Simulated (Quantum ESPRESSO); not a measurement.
# Spin moment and magnetic energy of fcc Ni from −0.4 to +0.4 added electrons per atom (PBEsol)

We have to decide whether charging nickel, by a gate or by a neighbouring layer that gives or takes electrons, is a sensible way to tune its magnetisation. That depends on how much moment is gained or lost per electron, and on how firmly the magnetic state is held at each charge.

The calculations add electrons to bulk fcc Ni, or remove them, at a fixed cell with a uniform compensating background. Moments are net spin moments per atom. The magnetic energy gain is the energy of the non-magnetic state less that of the ferromagnetic one at the same charge, so each charge has its own zero and a positive gain favours magnetism.

## How the numbers were made

One system, Ni (fcc, Fm-3m), 1 atom(s) a primitive cell, from measured cells of the Crystallography Open Database. Quantum ESPRESSO 7.5, plane waves with GBRV 1.5 PBEsol pseudopotentials, cutoff 544 eV, Fermi-Dirac smearing of 0.14 eV, k meshes whose coarsest spacing along a reciprocal vector is 0.22 to 0.36 1/Å over all runs (2π included). Functional: PBEsol, no Hubbard U; collinear spins, no spin-orbit coupling. Atoms stay at fixed fractions of the cell and the mesh divisions are held. At each point the moments on Ni are started parallel, opposed (signs +-, cell doubled at q = (0,1/2,1/2) of the reciprocal vectors) and without spin polarisation. Runs that did not converge or carry a known fault are not listed. The same in all rows: metal or insulator in the run from the parallel start, judged by its smearing entropy or density of states at the Fermi energy (a gap under a few smearing widths counts as a metal): metal.

Notes on method and selection:

- Each state is what a run reaches from typed starting moments; only a few collinear orders were started, so the lowest found need not be the ground state. Spin-orbit coupling is left out of these energies, which are free energies at the smearing width. A magnetic atom is one that was given a starting moment.
- Site moments count the spin inside each program's own atomic sphere, so they depend somewhat on its radius and leave out the spin between the spheres.
- Quantum ESPRESSO sets the radius of an element's spheres to about 0.41 of its shortest distance to a neighbour.
- Runs that did not converge, have known faults or may not be shown are not listed, and runs on Ansatz's PAW sets soft_1 and soft_2 are kept to separate tables.

Columns:

- added charge (e per magnetic atom): electrons added per magnetic atom (negative: removed), balanced by a uniform background.
- net moment (μB): net spin moment of that run per magnetic atom.
- moment, opposed (μB): largest site spin moment reached from the opposed start.
- gain, opposed (meV): energy of the run without spin polarisation less that of the run from the opposed start, per magnetic atom.
- moment (μB): largest site spin moment reached from the parallel start.
- magnetic energy gain (meV): energy of the run without spin polarisation less that of the parallel start, per magnetic atom (positive: magnetism is favoured).

## Results

| member | added charge (e per magnetic atom) | net moment (μB) | moment, opposed (μB) | gain, opposed (meV) | moment (μB) | magnetic energy gain (meV) | remark |
| --- | --- | --- | --- | --- | --- | --- | --- |
| −0.4 e | −0.4 | 1.016 | 0.0003 | −0.0217 | 1.070 | 109.9 |  |
| −0.2 e | −0.2 | 0.831 | 0.0003 | −0.0217 | 0.8793 | 63.4 |  |
| −0.1 e | −0.1 | 0.732 | 0.0001 | −0.0216 | 0.7755 | 43.7 |  |
| +0 e | 0.0 | 0.625 | 0.0001 | −0.0216 | 0.6632 | 26.8 |  |
| +0.1 e | 0.1 | 0.508 | 0.0004 | −0.0215 | 0.5388 | 13.5 |  |
| +0.2 e | 0.2 | 0.369 | 0.0005 | −0.0215 | 0.3924 | 4.4 |  |
| +0.4 e | 0.4 | 0.000 | 0.0000 | −0.0214 | 2.31×10⁻⁴ | 0.0 | the parallel start ends non-magnetic |

Least-squares fits to the whole series, with x = added charge (e per magnetic atom); R² and errors in the fitted variable (y, or ln y where the fit is in ln y):

| y | members | fit | R² | rms residual | leave-one-out rms | the same for the mean of the others |
| --- | --- | --- | --- | --- | --- | --- |
| moment (μB) | 7 | y = 0.6659 − 1.307 x − 0.8135 x² | 1.00 | 0.013 | 0.050 | 0.38 |
| magnetic energy gain (meV) | 7 | y = 26.84 − 140.0 x + 175.7 x² | 1.00 | 1.1 | 4.3 | 42 |

## Reading the trend

Removing electrons strengthens the magnetism and adding them weakens it, at every step of the table. The net moment is 0.625 μB in the neutral metal, 1.016 μB at −0.4 e and zero at +0.4 e. The gain rises from 26.8 meV in the neutral metal to 109.9 meV at −0.4 e.

Near neutrality the moment changes by (0.508 − 0.732) / 0.2 = −1.12 μB per added electron. A slope of −1 would mean that every added electron enters the minority spin. The slightly steeper slope means that the majority spin also loses a little charge.

The opposed start loses its moments at every charge, so its gain of about −0.02 meV compares two runs of the same non-magnetic state. The table therefore holds no energy of antiferromagnetic order, and the gain is not a measure of the Curie temperature.

A simple model follows from three assumptions.

1. At fixed charge q, the energy relative to the non-magnetic state is even in the moment m and can be cut after the fourth power: E = −½am² + ¼bm⁴.
2. The coefficient a falls linearly with added charge. In Stoner's picture a = ½(I − 1/N), where I is the exchange parameter and N the non-magnetic density of states per spin at the Fermi energy. In nickel that energy lies near the upper edge of the d band, so added electrons move it to where N is smaller, and a falls.
3. The coefficient b does not depend on charge.

Setting dE/dm = 0 gives m² = a/b. Since a is linear in q and b is constant,

m² = A − Bq, with m = 0 where the right-hand side is negative.

Putting m² = a/b back into E gives a gain of a²/(4b), which is

gain = Km⁴, with K = b/4.

The three parameters are A, B and K. The model says that the square of the moment, not the moment itself, is linear in charge, and that the gain fades faster than the moment.

## Fixing and testing the model

We fix A and B on the net moments of the neutral metal and of +0.1 e, and K on the gain of the neutral metal:

- A = 0.625² = 0.3906 μB²
- B = (0.625² − 0.508²) / 0.1 = 1.326 μB² per electron
- K = 26.8 / 0.625⁴ = 175.6 meV/μB⁴

**−0.4 e.** m² = 0.3906 + 1.326 × 0.4 = 0.9210, so m is about 0.96 μB; the table has 1.016. The gain is 175.6 × 0.9210² = 149 meV, against 109.9.

**−0.2 e.** m² = 0.3906 + 1.326 × 0.2 = 0.6558, so m is about 0.81 μB; the table has 0.831. The gain is 175.6 × 0.6558² = 75.5 meV, against 63.4.

**+0.2 e.** m² = 0.3906 − 1.326 × 0.2 = 0.1254, so m is about 0.35 μB; the table has 0.369. The gain is 175.6 × 0.1254² = 2.8 meV, against 4.4.

**+0.4 e.** m² = 0.3906 − 1.326 × 0.4 = −0.1398. No real moment solves this, so the model gives a non-magnetic metal, as the table does.

The remaining charge, −0.1 e, comes out at about 0.72 μB against 0.732. Over the five moments not used in fixing A and B, the rms miss is 0.03 μB, while those moments scatter by 0.36 μB about their own mean. For the six gains not used in fixing K, the rms miss is 17 meV against a scatter of 39 meV. The model is thus good for the moment and only rough for the energy.

## Residuals

Largest departures from the fit to the whole series:

| member | moment (μB) | fit | computed − fit | in rms residuals |
| --- | --- | --- | --- | --- |
| +0.2 e | 0.3924 | 0.3720 | +0.02044 | 1.5 |
| −0.2 e | 0.8793 | 0.8948 | −0.01546 | 1.2 |
| −0.1 e | 0.7755 | 0.7885 | −0.01297 | 1.0 |
| +0.4 e | 2.31×10⁻⁴ | 0.01294 | −0.01271 | 0.9 |

The table above concerns the quadratic fit to the sphere moments. In every magnetic row these slightly exceed the net moments, which implies that the spin between the spheres points the other way. The three-parameter model fails most in the gain on the electron-poor side, which it puts too high by 12 meV at −0.2 e and by 39 meV at −0.4 e. At +0.2 e it is too low by 1.6 meV.

The assumption of a constant b fails. Taken row by row, K = gain/m⁴ falls from 4.4 / 0.369⁴ = 237 meV/μB⁴ at +0.2 e to 109.9 / 1.016⁴ = 103 at −0.4 e.

The linear a fails as well. With a = 4 × gain/m², in meV/μB², it is 4 × 4.4 / 0.369² = 129 at +0.2 e, 4 × 26.8 / 0.625² = 274 in the neutral metal, 4 × 63.4 / 0.831² = 367 at −0.2 e and 4 × 109.9 / 1.016² = 426 at −0.4 e, so equal steps of charge bring ever smaller increases. The moment depends only on the ratio a/b, in which the two errors largely cancel; the gain, a²/(4b), does not benefit in the same way.

A likely cause is the shape of the d band. Removing electrons takes the Fermi energy away from the steep upper edge, and 1/N then changes less per electron. Terms beyond m⁴ may also contribute at the larger moments.

## Conclusions

Between −0.4 and +0.2 e per atom, m² is only roughly linear in charge: its fall per added electron eases from (1.016² − 0.831²) / 0.2 = 1.71 μB² at the electron-poor end to (0.508² − 0.369²) / 0.1 = 1.22 μB² at the other. Near neutrality one electron is worth about 1.1 μB. Removing electrons also holds the magnetic state more firmly: at −0.4 e the gain is 109.9 / 26.8 = 4.1 times that of the neutral metal.

These are bulk calculations with no surface. In a gated or layered sample, screening confines the response to the surface. In a real metal the added charge stays within roughly 1 Å of the surface, so the interior of a thick film hardly changes. Charging is worth pursuing only for films a few atomic layers thick.

The smearing of 0.14 eV acts like an electronic temperature of roughly 1600 K. It favours the non-magnetic state, whose higher density of states at the Fermi energy gives it more electronic entropy. The gain is therefore probably lowered, by an amount that may be comparable with the neutral metal's whole gain, and a cold metal may stay magnetic to a higher added charge.
